## Question

One hydrogen atom of chlorosilane is pulled away from silicon until the Si–H distance has grown from 1.48 to 3.26 Å, while the SiH₂Cl group keeps its shape. The energy difference in the table is the cost of this stretch. In every calculation the orbitals are spin-restricted: the two electrons of a pair share one spatial orbital (RHF in Hartree–Fock, RKS in density-functional theory).

Several programs; charge 0 e, spin multiplicity 1, difference stretch, moved pair 1-5, second length 3.2576 angstrom, atoms moved with second 5.

| level (program) | reference determinants | relativity | energy difference (eV) |
| --- | --- | --- | --- |
| CCSD(T) aug-cc-pVDZ (OpenMolcas) | RHF | none | 3.661 |
| BLYP aug-cc-pVDZ (OpenMolcas) | RKS | none | 3.903 |
| PBE aug-cc-pVDZ (OpenMolcas) | RKS | none | 4.002 |
| r2SCAN aug-cc-pVDZ (OpenMolcas) | RKS | none | 4.302 |
| B3LYP aug-cc-pVDZ (OpenMolcas) | RKS | none | 4.326 |
| M06-L aug-cc-pVDZ (OpenMolcas) | RKS | none | 4.428 |
| GFN1-xTB (xtb) | n/a | n/a | 4.744 |
| BHLYP aug-cc-pVDZ (OpenMolcas) | RKS | none | 4.859 |
| HF 3-21G (OpenMolcas) | RHF | none | 5.430 |

Two more values belong to the same set of calculations. With the aug-cc-pVDZ basis, Hartree–Fock gives 5.325 eV and CCSD, which is CCSD(T) without its triples correction, gives 3.944 eV.

Three explanations are offered for the high cost in Hartree–Fock and BHLYP.

- **A.** These methods make the Si–H bond stronger.
- **B.** The Hartree–Fock row is high because its 3-21G basis is small.
- **C.** A shared orbital describes the stretched pair badly, and exact exchange makes the damage worse.

(a) Decide between A and B on one side and C on the other, following Hartree–Fock first.

(b) BLYP, B3LYP and BHLYP contain 0, 20 and 50 percent exact exchange. Predict the B3LYP value from the other two and compare it with the table.

(c) Does the share of exact exchange explain the order of all the density functionals?

## Model answer

**(a)** Explanation B can be tested at once, because Hartree–Fock is available in both bases. Going from aug-cc-pVDZ to 3-21G raises the cost by only 0.10 eV. The HF 3-21G row lies 1.77 eV above CCSD(T), so the basis accounts for about 6 percent of that excess. Explanation B names a real effect, but a minor one.

Explanation A is tempting because the cost of stretching a bond looks like a measure of its strength. It fails on the direction in which electron correlation acts. In an intact bond two electrons share the same small region and gain energy by avoiding each other. Once they sit on separate fragments, that gain is largely gone. Ordinary correlation therefore strengthens a bond, and Hartree–Fock, which leaves it out, should find the stretch too cheap.

The numbers go the other way. In the same basis, Hartree–Fock lies 1.38 eV above CCSD, before any triples are added. Correlation must then lower the energy of the stretched molecule more than that of the intact one. The high cost is thus a sign of a poor description at the stretched end, not of a strong bond at the start.

Theory says what is poor about it. Let $a$ be an orbital on silicon and $b$ one on hydrogen, far enough apart to overlap little, and take the bonding orbital in its simplest form, $(a+b)/\sqrt{2}$. Two electrons in this orbital have the spatial wave function

$$\tfrac12\left[a(1)b(2)+b(1)a(2)+a(1)a(2)+b(1)b(2)\right].$$

The first two terms put one electron on each fragment, as a broken bond requires. The last two put both electrons on the same fragment, and in this even form they carry half the weight however far the hydrogen moves. In the actual runs the pair leans somewhat towards hydrogen, so the weights differ, but the ionic terms remain. Near the normal bond length such ionic terms do little harm. At long distance they are costly, and a single shared orbital can't remove them.

**(b)** Density functionals with restricted orbitals use the same shared orbital, but they don't all pay the full price. The difference lies in the exchange hole, the region from which an electron's presence removes one electron's worth of density. For the stretched pair in the even orbital above, the exact exchange hole is spread over both fragments, half on each, wherever the electron happens to be. What remains for the partner is also half on each side, so the two electrons meet on the same fragment half of the time.

A semilocal functional, which knows only the density and its surroundings at each point, keeps the hole close to the electron. The partner is then left mostly on the other fragment, where it belongs. Semilocal exchange thus imitates the left–right correlation that the shared orbital lacks. Replacing part of it by exact exchange takes this help away, and the stretched molecule rises in energy.

At fixed orbitals the energy changes linearly with the fraction $x$ of exact exchange, because one exchange energy is exchanged for another in proportion to $x$. The same holds for the difference between two geometries. The line through BLYP and BHLYP has the slope

$$\frac{4.859-3.903}{0.5}=1.912\ \text{eV},$$

so the estimate for B3LYP is

$$3.903+0.2\times1.912=4.285\ \text{eV}.$$

The computed value is 4.326 eV. The estimate is 0.04 eV too low, about a tenth of the rise from BLYP to B3LYP, and B3LYP played no part in fixing the line. A small miss is natural, since the orbitals adjust to each functional and B3LYP is not an exact mixture of the other two. Within this family, each further 10 percent of exact exchange adds roughly 0.2 eV to the cost. The analysis printed below gives this line and the comparisons used here.

**(c)** No. BLYP, PBE, r2SCAN and M06-L contain no exact exchange at all, yet they spread over 0.53 eV. That is more than the step of 0.42 eV from BLYP to B3LYP. M06-L even lies above B3LYP, and r2SCAN lies so close to B3LYP that the order of those two deserves no explanation.

The form of the semilocal part therefore matters as much as a modest share of exact exchange. The two higher values belong to r2SCAN and M06-L, which also use the kinetic-energy density of the orbitals. Perhaps this extra ingredient makes them imitate left–right correlation less fully than BLYP and PBE do. That is a guess, and four functionals can't settle it.

## Remarks on the reasoning

A good answer to (a) asks which end of the stretch is at fault. An energy difference can be large because the first state is too low or because the second is too high, and the table alone doesn't tell these apart. The direction of the correlation effect does. An answer that reads the energy difference as a bond energy misses this step and arrives at the opposite conclusion.

The success in (b) should be claimed with care. It shows that the cost rises almost evenly with exact exchange between BLYP and BHLYP. It doesn't show that the exchange hole is the reason, which rests on the theoretical argument. The direct test would be to let the two electrons occupy different orbitals: if explanation C is right, the cost should fall, and most of all in Hartree–Fock and BHLYP.

The line must not be carried on to pure Hartree–Fock. At 100 percent exact exchange it lies 0.49 eV above the Hartree–Fock value in the same basis. Hartree–Fock differs from BHLYP in more than its exchange, because it also drops the correlation functional. By the argument in (a), losing ordinary correlation should make the stretch cheaper, which agrees with the direction of the miss.

The functionals should not be ranked by their distance from CCSD(T). That reference is itself strained here, because its triples correction is built on the same faulty shared orbital and lowers the cost by 0.28 eV. Such a correction can overshoot when a bond is stretched. BLYP lies 0.24 eV above CCSD(T) but almost on top of CCSD, so its apparent accuracy depends on which of the two is believed. The excess of BHLYP, at least 0.9 eV over either, is much larger than the gap between these two, so it doesn't hinge on the choice.

GFN1-xTB should be left out of the argument about exchange. It is a model with fitted parameters, and its place between M06-L and BHLYP says nothing about an exchange hole.

The point has a practical side. Chlorosilanes are precursors for silicon-containing films in electronic devices, and the surface reactions of those that carry hydrogen on silicon can break Si–H bonds. When such a step pulls a bond far apart, a restricted calculation with much exact exchange can make it look harder than it is. Moving from a semilocal functional to a hybrid is then no safe improvement unless the description of the separating pair is improved as well.

Printed output of the fit:

```
Si-H length at the start, angstrom: 1.484
stretched length over starting length: 2.195
Hartree-Fock aug-cc-pVDZ stretching cost, eV: 5.325
CCSD aug-cc-pVDZ stretching cost, eV: 3.944
change of the cost by the triples, eV: -0.2825
Hartree-Fock less CCSD, same basis, eV: 1.382
Hartree-Fock less CCSD(T), same basis, eV: 1.664
HF 3-21G less CCSD(T), eV: 1.769
basis share, HF 3-21G less HF aug-cc-pVDZ, eV: 0.1045
B3LYP less BLYP, eV: 0.423
BHLYP less BLYP, eV: 0.956
rise per 10 percent exact exchange, BLYP to BHLYP, eV: 0.1912
B3LYP predicted by the BLYP-BHLYP line, eV: 4.285
miss of that prediction, predicted less computed, eV: -0.0406
line continued to 100 percent less Hartree-Fock aug-cc-pVDZ, eV: 0.4895
PBE less BLYP, eV: 0.099
r2SCAN less BLYP, eV: 0.399
M06-L less BLYP, spread without exact exchange, eV: 0.525
B3LYP less r2SCAN, eV: 0.024
BLYP less CCSD(T), eV: 0.242
BLYP less CCSD, eV: -0.04075
BHLYP less CCSD(T), eV: 1.198
```
